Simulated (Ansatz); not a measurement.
**A substitution series on Sn: F to Cl**

On one Sn centre, n of the F ligands are replaced by Cl. The HOMO–LUMO gap y in eV at wB97X-V/def2-TZVPP. Shapes: PBE0-D4/def2-TZVP. Programs: Ansatz 0.2.0.

| molecule | n | y (eV) |
| --- | --- | --- |
| SnF4 | 0 | 13.71 |
| SnClF3 | 1 | ? |
| SnCl2F2 | 2 | 11.61 |
| SnCl3F | 3 | 11.37 |
| SnCl4 | 4 | 11.18 |

Problem. Fit y = c + s·n to the known rows and predict SnClF3.

Solution. 
1. Means of the 4 rows: n = 2.25000, y = 11.967.
2. Σ(Δn)² = 8.75, Σ(Δn·Δy) = -5.6575, so the slope is -5.6575/8.75 = -0.64657.
3. Intercept: 11.967 − (-0.64657) × 2.25000 = 13.422. The largest residual of the fit is 0.52.
4. SnClF3: 13.422 + (-0.64657) × 1 = 12.78 eV.

The run gave 11.97 eV, so the prediction is off by +0.81 eV, more than the largest residual. The step per swap changes from -1.74 to -0.19 eV along the series, so a line misses the bend. Other levels give for SnClF3: B3LYP-D4/def2-TZVPP 6.58; PBE0-D4/def2-TZVPP 7.24; wB97M-V/def2-TZVPP 11.72 eV. Orbital gaps aren't excitation energies, and the LUMO depends on the basis. For atoms past krypton def2 sets carry core potentials with scalar relativity.

The gap narrows with every replacement of F by Cl, but most of the narrowing comes with the first chlorine: SnF4 lies at 13.71 eV and SnClF3 at 11.97 eV, while full chlorination only brings it down to 11.18 eV. This suggests a change in the character of the HOMO. In SnF4 the highest occupied levels are fluorine 2p lone pairs, held tightly by a very electronegative ligand. A single chlorine supplies 3p lone pairs at higher energy, which probably take over as the HOMO. Further chlorines add levels of the same kind, so only weaker effects remain, such as mixing among the lone pairs and shifts of the Sn–ligand antibonding LUMO. The gap thus behaves more like a threshold property set by the most weakly bound lone pair than like a sum of equal ligand contributions. The much smaller global-hybrid gaps for SnClF3 probably reflect their lower share of exact exchange at long range. Gaps alone can't separate a rise of the HOMO from a fall of the LUMO; the individual orbital energies would be needed for that.
